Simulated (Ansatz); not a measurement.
SnO: the change of pressure and energy above lowest point with volume scale

Free energy against uniform scaling of the volume at fixed shape and fractions; periodic cell, basis, potentials, k mesh and filling as listed. The results are calculated, by Ansatz 0.2.0.

The cell before it is scaled or strained (space group P4/nmm, No. 129):
```
CELL_PARAMETERS angstrom
3.79860 0.00000 0.00000
0.00000 3.79860 0.00000
0.00000 0.00000 4.84080
ATOMIC_POSITIONS crystal
Sn 0.50000 0.00000 0.23690
Sn 0.00000 0.50000 0.76310
O 0.00000 0.00000 0.00000
O 0.50000 0.50000 0.00000
```

Settings of every row: functional PBE; dispersion none; potentials PAW; wave cutoff 510 eV; density cutoff 2040 eV; k mesh 6x6x4; k shift 0x0x0; occupations fermi dirac; smearing width 0.05 eV; spin none; SCF threshold exponent -9.

Limits: coarse k mesh, up to 40 meV an atom off; stress loosely converged.

```csv
row,volume scale,V (Å³/atom),pressure (GPa),energy above lowest point (meV/atom)
1,0.92,16.065,15.05,95.4
2,0.9467,16.532,?,?
3,0.9733,16.996,7.66,30.5
4,1,17.462,4.71,12.6
5,1.0267,17.929,2.12,2.8
6,1.0533,18.393,-0.15,0
7,1.08,18.859,-2.14,3.4
```

Question: what pressure and energy above lowest point should row 2 give?

Worked fit of pressure. Take u = (V_r/V)^(2/3) − 1 with V_r = 17.695 Å³ an atom, which is twice the finite (Eulerian) strain; such expansions in the strain, on which the Birch-Murnaghan equation of state is built, carry the rest volume and the bulk modulus. The shown rows have u = 0.06655, 0.02723, 0.00888, -0.00872, -0.02546, -0.04158. Least squares give pressure = 3.369 + 146.95 × u + 377.9 × u² + 772 × u³ GPa; a parabola predicts inner rows, each left out in turn, worse (root mean square 0.04 against 0.016 GPa). The rows lie off it by 0.00, -0.01, 0.01, 0.00, -0.01, 0.00. The pressure vanishes at u = -0.0244, or V = 18.36 Å³ an atom, and there the bulk modulus at fixed shape and fractions is B = −V dP/dV = (2/3)(1 + u) dP/du = 84.5 GPa. Letting shape and atoms relax would as a rule lower it, by much in layered, chain or molecular crystals. The withheld row has u = 0.04637, so the fit gives 3.369 + 146.95 × (0.04637) + 377.9 × (0.04637)² + 772 × (0.04637)³ = 11.07 GPa.

The calculation gave 11.07 GPa. The fit meets it to the printed digit.

Worked fit of energy above lowest point. Take u = (V_r/V)^(2/3) − 1 with V_r = 17.695 Å³ an atom, which is twice the finite (Eulerian) strain; such expansions in the strain, on which the Birch-Murnaghan equation of state is built, carry the rest volume and the bulk modulus. The shown rows have u = 0.06655, 0.02723, 0.00888, -0.00872, -0.02546, -0.04158. Least squares give energy above lowest point = 6.76 + 556.8 × u + 11524 × u² + 1876 × u³ meV/atom; a parabola predicts inner rows, each left out in turn, worse (root mean square 0.093 against 0.031 meV/atom). All shown rows lie on it to the printed digit. Its lowest point lies at u = -0.0243, or V = 18.36 Å³ an atom, and the curvature there gives the bulk modulus at fixed shape and fractions, B = (4/9)(1 + u)² E″(u)/V = 84.1 GPa. Letting shape and atoms relax would as a rule lower it, by much in layered, chain or molecular crystals. The withheld row has u = 0.04637, so the fit gives 6.76 + 556.8 × (0.04637) + 11524 × (0.04637)² + 1876 × (0.04637)³ = 57.5 meV/atom.

The calculation gave 57.6 meV/atom. The fit lies 0.1 meV/atom (0.1 % of the column's range) below it, one unit of the last digit.
